**Layered BN: two dielectric constants on the way to larger volume**

A layered crystal of boron nitride is stretched in steps, and its electronic dielectric constants are computed at each step. The component $\varepsilon_{xx}$ belongs to a field along the layers, $\varepsilon_{zz}$ to a field across them. Five volumes are known. The question is what both components will be at the two largest volumes, 9.325 and 9.505 Å³ per atom.

Layered BN (space group P6_3/mmc) at uniformly scaled volumes, computed with GPAW 26.7.0 using PBE, PAW data sets and a 650 eV plane-wave cutoff. The dielectric constants are clamped-ion RPA values with local fields, xx along the layers and zz across them. The k mesh is 10×10×4 for the ground state and 15×15×5 for the response.

| volume (Å³/atom) | c/a | shortest distance (Å) | dielectric xx | dielectric zz |
| --- | --- | --- | --- | --- |
| 8.429 | 2.6562 | 1.413 | 4.592 | 2.585 |
| 8.608 | 2.6561 | 1.423 | 4.592 | 2.566 |
| 8.787 | 2.6561 | 1.433 | 4.593 | 2.548 |
| 8.967 | 2.6562 | 1.442 | 4.594 | 2.531 |
| 9.146 | 2.6561 | 1.452 | 4.598 | 2.514 |
| 9.325 | 2.6562 | 1.461 | ? | ? |
| 9.505 | 2.6562 | 1.471 | ? | ? |

The ratio c/a stays the same throughout, so B–N bonds and layer spacing grow by the same percentage. This is not how the real crystal responds to pressure, which mainly closes the weakly bound space between layers. The forecast therefore concerns a uniform change of scale. The ions are held still, so the values describe the response of the electrons alone. This response was computed in the random-phase approximation (RPA) on a k mesh of 15×15×5, finer than the 10×10×4 mesh used for the ground state. Convergence with the mesh was not tested.

**What a layer does to a field**

Let $d$ be the spacing between neighbouring layers, half the cell edge $c$. A field along the layers is the same inside a layer and in the space beside it. Each layer then acquires a dipole per area proportional to that field. Spreading this dipole over the thickness $d$ gives

$$\varepsilon_{xx}-1=\frac{\chi}{d},$$

where $\chi$ is the in-plane response per area, expressed as a length.

Across the layers it is the displacement field that stays the same. The polarised layer cancels part of the voltage, as if a length $t$ of each period carried no field at all. The average field is reduced by the factor $1-t/d$, so

$$\frac{1}{\varepsilon_{zz}}=1-\frac{t}{d}.$$

The length $t$ measures response and is not the geometric thickness of a layer. If the layers themselves never changed, $\chi$ and $t$ would be constant, and both dielectric constants would fall as the spacing grew.

**Why the two directions part**

In the plane, the layers do change. From the first to the last known row the spacing grows by 2.8%, while $\chi$ grows by 2.9%. The two nearly cancel in $\chi/d$, which is why $\varepsilon_{xx}$ hardly moves.

Theory offers a reason for the growth of $\chi$. Longer bonds are expected to weaken the coupling between neighbouring atoms and to lower the excitation energies on average, and electrons that are easier to excite are, as a rule, easier to polarise. The calculation agrees with this direction: the direct gap, which is only the lowest of these energies and which PBE is known to make too small, shrinks by 3.4% over the same rows. That agreement supports the explanation without proving it.

Across the layers this help is largely absent. In a single flat sheet, symmetry forbids a perpendicular field from driving the lowest excitations, those from π to π* states. The numbers fit that argument. When the fine-scale fields set up by the electrons' own response are left out, the response per area grows by 3.0% in the plane but falls by 0.8% across it. Dilution then wins, and $\varepsilon_{zz}$ falls.

**How far a rigid layer would go**

The simplest forecast for $\varepsilon_{zz}$ keeps $t$ fixed at its value in the first row. At 9.146 Å³ per atom this gives 2.479, whereas the calculation gives 2.514. The fall from 2.585 comes out about one and a half times as large as the computed one. The layer is thus not quite rigid in its response: $t$ grows by 0.9% over the known rows, about a third as fast as the spacing.

I therefore fitted $t$ as a straight line in $d$ to the five known rows. At 9.325 Å³ per atom the spacing is 3.361 Å, and the line gives

$$t=1.319+0.2073\times3.361=2.016\ \text{Å}.$$

The dielectric constant follows as

$$\varepsilon_{zz}=\frac{1}{1-2.016/3.361}\approx2.50,$$

or 2.498 with unrounded inputs.

For $\varepsilon_{xx}$ a straight line would miss the point. Where two opposing changes nearly cancel, the slope is small and the curvature decides what comes next. I used a parabola in volume through the same five rows. It continues the known values smoothly but contains no physics of its own.

**Forecasts**

- $\varepsilon_{zz}$ keeps falling, in slightly smaller steps: 2.498 ± 0.002 at 9.325 Å³ per atom and 2.483 ± 0.003 at 9.505.
- $\varepsilon_{xx}$ keeps rising, slightly faster: 4.602 ± 0.002 and then 4.607 ± 0.004.

The ranges are my judgement of what rounding and neglected curvature can do. They refer to the next values of this calculation, not to a measurement. The data carry a warning of errors of a few percent in the optical matrix elements, far more than these ranges.

The withheld rows as computed:

| volume (Å³/atom) | c/a | shortest distance (Å) | dielectric xx | dielectric zz |
| --- | --- | --- | --- | --- |
| 9.325 | 2.6562 | 1.461 | 4.601 | 2.498 |
| 9.505 | 2.6562 | 1.471 | 4.606 | 2.482 |

**What came out**

All four values lie within their ranges. For $\varepsilon_{zz}$ the first forecast agrees to the last printed digit, and the second is 0.001 too high. The steps did become slightly smaller. Over this short stretch, the slow growth of $t$ continued as the straight line assumed.

Both forecasts for $\varepsilon_{xx}$ are 0.001 too high. The parabola bends a little too strongly, which is no surprise: its curvature rests on changes of a few thousandths in values printed to one thousandth, and the fit leaves it uncertain by about a quarter. The predicted rise is there. In single steps rounding hides the quickening: the first new step, 0.003, looks smaller than the 0.004 before it. Taken in pairs, the steps do show it: the last two known ones add 0.005, the two new ones 0.008, and rounding alone cannot make that difference. The output below gives both fits and their misses.

The two successes differ in weight. The fall of $\varepsilon_{zz}$ has a mechanism behind it and amounts to several percent over the whole series. The warning about the matrix elements leaves its exact size uncertain, but it applies to all rows alike, and the fall is smooth. The rise of $\varepsilon_{xx}$ is only about 0.3%, so the matrix-element errors could even reverse its sign. What can safely be carried away is that $\varepsilon_{xx}$ stays nearly constant under uniform stretching within this range of volumes.

The series explains only in part why $t$ grows. A stronger bare response is not the reason: without the fine-scale fields, the response per area across the layers falls, as shown above. What counts is how much of that response the fine-scale fields cancel. They remove 23.2% of it in the first row and 23.9% at 9.146 Å³ per atom. As the layers move apart, this share is expected to rise even if $t$ stays fixed. With fixed $t$, $\varepsilon_{zz}$ would be 2.479 at 9.146 Å³ per atom, and the share would be 25.7%. The fields thus cancel less than they would for a layer with fixed $t$, and so $t$ grows. A response spread over a somewhat thicker layer would be expected to have this effect, but the series does not test that. Whether longer bonds or wider spacing lies behind it cannot be told here, because both lengths change together. Two further series would do it: one that varies the spacing at fixed bond length, and one that varies the bond length at fixed spacing.

Printed output of the fit:

```
fit of t on 5 rows: constant 1.319 +/- 0.0049, coefficient of d 0.2073 +/- 0.0015; rms 8.1e-05, worst 8.967 -0.000142, leave-one-out rms 0.000133
  rows outside the fit (model, value, miss): 9.325 2.016, 2.016, 7.78e-05; 9.505 2.02, 2.02, 0.000376
fit of dielectric_xx on 5 rows: constant 4.595 +/- 0.00034, coefficient of v 0.1272 +/- 0.018, coefficient of v2 1.429 +/- 0.38; rms 0.000357, worst 8.967 0.000632, leave-one-out rms 0.00128
  rows outside the fit (model, value, miss): 9.325 4.602, 4.601, 0.000989; 9.505 4.607, 4.606, 0.00141
Forecasts and computed values:
    row  spacing_A    t_A  chi_A  zz_model  zz_model_less_computed  xx_model  xx_model_less_computed
  8.429       3.25  1.993  11.67     2.585              -8.357e-05     4.592               0.0001434
  8.608      3.273  1.997  11.76     2.566               0.0001273     4.592              -0.0001706
  8.787      3.296  2.002  11.84     2.548               0.0001122     4.593              -0.0003458
  8.967      3.318  2.007  11.92     2.531              -0.0002735     4.595               0.0006321
  9.146       3.34  2.011  12.02     2.514               0.0001174     4.598               -0.000259
  9.325      3.361  2.016   12.1     2.498               0.0001445     4.602               0.0009887
  9.505      3.383   2.02   12.2     2.483               0.0006851     4.607                0.001409
Half-range of the zz forecasts at the two withheld volumes: 0.002, 0.003
Half-range of the xx forecasts at the two withheld volumes: 0.002, 0.004
Layer spacing, change from first to last known row (%): 2.759
Dielectric zz, change from first to last known row (%): -2.747
Effective length t, change from first to last known row (%): 0.9277
In-plane response per area chi, change from first to last known row (%): 2.93
Dielectric zz at 9.146 if polarisability per atom stayed fixed: 2.461
Dielectric zz at 9.146 if t stayed fixed: 2.479
Direct gap on the mesh, change from first to last known row (%): -3.422
In-plane response per area without local fields, change (%): 2.955
Out-of-plane response per area without local fields, change (%): -0.8384
Lowering of zz by local fields at 8.429: 0.4776
Lowering of zz by local fields at 9.146: 0.4764
```
